## Forecasting the k-mesh error of Al₃Ru₂ at 20×20×20

The total energy of a crystal depends on averages over k space, which the program replaces by sums over a finite mesh. Here the atoms and the cell stay fixed, so the differences between rows come from that replacement alone. The task is to forecast how far the 20×20×20 mesh lies from the 24×24×24 reference in energy, pressure and force.

Al₃Ru₂ (I4/mmm, 5-atom cell, conventional a = 3.078 Å, c = 14.286 Å) at fixed atoms and cell; the reference is a 24×24×24 k mesh. Ansatz 0.2.0, plane-wave PAW, PBEsol, scalar-relativistic, no spin polarisation, 420 eV cutoff, Gamma-centred meshes, Gaussian smearing of 0.1 eV. Energies are extrapolated to zero smearing, pressure is positive in compression, and forces are compared by component.

| k mesh | energy less reference (meV/atom) | pressure less reference (GPa) | largest force change (eV/Å) | irreducible k points |
| --- | --- | --- | --- | --- |
| 1x1x1 | -67.1 | 2.49 | 1.03 | 1 |
| 4x4x4 | -7.64 | -0.145 | 0.284 | 13 |
| 6x6x6 | -4.03 | -0.08 | 0.0524 | 30 |
| 8x8x8 | -0.545 | -0.037 | 0.108 | 59 |
| 10x10x10 | 3.49 | 0.05 | 0.0447 | 102 |
| 12x12x12 | 1.68 | 0.039 | 0.0374 | 163 |
| 14x14x14 | -0.792 | -0.007 | 0.0187 | 244 |
| 16x16x16 | -0.403 | -0.01 | 0.0168 | 349 |
| 18x18x18 | 0.486 | 0 | 0.0258 | 480 |
| 20x20x20 | ? | ? | ? | ? |

### An uneven approach

The energy error shrinks over the whole series, but not step by step. At 8×8×8 it is only −0.545 meV/atom; at 10×10×10 it is more than six times as large and has the opposite sign. The small value was a crossing through zero on the way from negative to positive errors. The force falls unevenly too: its error at 8×8×8 is twice that at 6×6×6.

The three quantities also do not settle together. At 18×18×18 the pressure difference prints as zero, while the energy is still about half a meV/atom away. Even that zero is a cancellation. The pressure is the mean of the stresses along three axes, and the stress along $c$ is still off by 0.14 GPa, balanced by errors of opposite sign along the other two. The largest force change on this mesh, 0.0258 eV/Å, exceeds that of the coarser 16×16×16 mesh.

### Why a mesh errs, and why the sign swings

Think of the quantity to be averaged as a sum of waves in k space, each belonging to a lattice vector of length $R$. The true average of every wave except the constant one is zero. A mesh with $N$ divisions along each axis also averages most waves to zero. It fails for those whose lattice vector is $N$ times another lattice vector: they have the same value at every mesh point, so the mesh takes them for a constant. These waves are the error, and a finer mesh pushes it to longer $R$.

How fast the error falls therefore depends on how smooth the averaged function is. In an insulator the bands are filled throughout, the function is smooth, and its long waves die out exponentially. In a metal without smearing the filling stops sharply at the Fermi surface. A state's energy, measured from the Fermi level, counts below that level and not above it, which leaves a kink. A state's contribution to a force or to the pressure is switched off abruptly, which leaves a jump. The smearing of 0.1 eV in these runs rounds off both. As long as the energy steps between neighbouring mesh points are several times larger than this, though, the error is expected to behave much as it would for a sharp edge.

A kink gives waves of strength $1/R^2$ and a jump gives $1/R$. The curvature of the Fermi surface supplies another factor $1/R$, because only small patches of it act in step. With $R$ proportional to $N$,

$$|\Delta E|\sim N^{-3},\qquad |\Delta p|,\ |\Delta F|\sim N^{-2},$$

where $\Delta E$, $\Delta p$ and $\Delta F$ are the errors in energy, pressure and force. Each wave also carries a phase set by the size of the Fermi surface, and this phase changes with $N$. The error thus swings between plus and minus inside a slowly narrowing envelope. The law predicts how fast that envelope narrows. Its width has to be taken from the data, and where a given mesh falls within it stays open.

This argument needs a metal, and the electron count shows that the compound is one in these calculations. The cell holds 41 electrons outside the frozen cores. Without spin polarisation each filled band takes two of them, so an odd number must leave at least one band partly filled. The runs accordingly find no band gap.

### The forecast

The law is meant for fine meshes, so the envelope is taken from the five meshes from 10×10×10 to 18×18×18, a cut chosen after seeing the data. Each energy error is carried to $N=20$ by the factor $(N/20)^3$; for 10×10×10 this turns 3.49 into 0.44 meV/atom. The root mean square of the five scaled sizes is

$$\sqrt{\frac{0.44^2+0.36^2+0.27^2+0.21^2+0.35^2}{5}}\approx 0.34\ \text{meV/atom}.$$

Pressure and force are treated alike with $(N/20)^2$. The forecasts for 20×20×20 are:

- **Energy:** centre 0, typical size about 0.3, range −0.7 to +0.7 meV/atom. The signs of the last rows hint at plus but are too few to fix a period, so the sign stays open.
- **Pressure:** centre 0, typical size about 0.01, range −0.02 to +0.02 GPa.
- **Largest force change:** about 0.014, range 0.005 to 0.03 eV/Å, and probably below the 18×18×18 value.

The ranges are judgements. For energy and pressure they span about twice the typical size either way; for the force the range is somewhat wider than the scatter of the five scaled errors.

### The computed values

The withheld rows as computed:

| k mesh | energy less reference (meV/atom) | pressure less reference (GPa) | largest force change (eV/Å) | irreducible k points |
| --- | --- | --- | --- | --- |
| 20x20x20 | 0.571 | 0.01 | 0.0106 | 641 |

All three values fall within their ranges. The pressure error has the typical size. The force change is 0.0106 eV/Å, somewhat below the forecast and, as expected, well below the 18×18×18 value.

The energy is the weakest hit. At +0.571 meV/atom it is 1.7 times the typical size, and it lies farther from the reference than the values at 16×16×16 and 18×18×18. An oscillating error can do this when a finer mesh happens to sit nearer a crest. The reference may contribute as well: by the same law its own error is typically 0.58 times that of the 20×20×20 mesh, and the table lists only the difference between the two. The order of the last few rows is therefore no ranking of their true accuracy.

### How far the law is supported

Three hits within wide ranges do not establish the exponents. Power laws with a free exponent were fitted to the known rows from 4×4×4 on, leaving out the single-point mesh; the results are in the printed output below. The force falls as $N^{-1.7\pm0.3}$, in agreement with the expected $N^{-2}$. The energy falls as $N^{-1.7\pm0.5}$, apparently more slowly than $N^{-3}$, though the gap is only a little over two standard errors. Its errors on the coarse meshes are smaller than the law would give when carried back from the fine ones, perhaps because those meshes are too coarse for it.

An exponential fitted to the same force errors does about as well as the power law, and it comes closer at 20×20×20. With such scatter, one more row cannot decide between them. Nor would an exponential be at odds with a metal, since the Gaussian smearing rounds off the Fermi edge and must finally make the error fall faster than any power.

### What this means for a convergence test

A simple test accepts a mesh when the next finer one changes the energy very little. Going from 18×18×18 to 20×20×20 changes it by only $0.571-0.486=0.085$ meV/atom, yet both meshes lie about half a meV/atom from the reference. Part of that shared distance may be the reference's own error, but two neighbouring meshes can also agree because they sit on the same side of the same swing. It is safer to compare several meshes, to take the spread of their results as the uncertainty, and to do so separately for each quantity that matters.

The analysis program printed:

```
energy error at 10x10x10 over that at 8x8x8, sizes: 6.404
force error at 8x8x8 over that at 6x6x6: 2.061
smallest force error times N squared, 4x4x4 to 18x18x18, eV/A: 1.886
largest force error times N squared, 4x4x4 to 18x18x18, eV/A: 8.359
forecast typical size of energy error at 20x20x20, meV/atom: 0.3358
same from all meshes of 4x4x4 and finer, meV/atom: 0.2694
forecast typical size of pressure error at 20x20x20, GPa: 0.009012
forecast largest force change at 20x20x20, eV/A: 0.01373
energy error of the 24x24x24 reference over that of 20x20x20, by the law: 0.5787
force error of the 24x24x24 reference over that of 20x20x20, by the law: 0.6944
fit of log10(abs(E)) on 8 rows (N >= 4): constant 1.886 +/- 0.53, coefficient of log10(N) -1.745 +/- 0.52; rms 0.269, worst 8x8x8 0.574, leave-one-out rms 0.319
  rows outside the fit (model, value, miss): 1x1x1 1.886, 1.827, 0.0591; 20x20x20 -0.3843, -0.2434, -0.141
fit of log10(F) on 8 rows (N >= 4): constant 0.3133 +/- 0.33, coefficient of log10(N) -1.653 +/- 0.32; rms 0.166, worst 6x6x6 0.308, leave-one-out rms 0.237
  rows outside the fit (model, value, miss): 1x1x1 0.3133, 0.01284, 0.3; 20x20x20 -1.837, -1.975, 0.138
fit of log10(F) on 8 rows (N >= 4): constant -0.5389 +/- 0.21, coefficient of N -0.07217 +/- 0.017; rms 0.196, worst 6x6x6 0.309, leave-one-out rms 0.296
  rows outside the fit (model, value, miss): 1x1x1 -0.6111, 0.01284, -0.624; 20x20x20 -1.982, -1.975, -0.00756
computed energy error at 20x20x20, meV/atom (forecast centre 0): 0.571
computed pressure error at 20x20x20, GPa (forecast centre 0): 0.01
computed largest force change at 20x20x20, eV/A: 0.0106
force forecast less computed value, eV/A: 0.003129
```
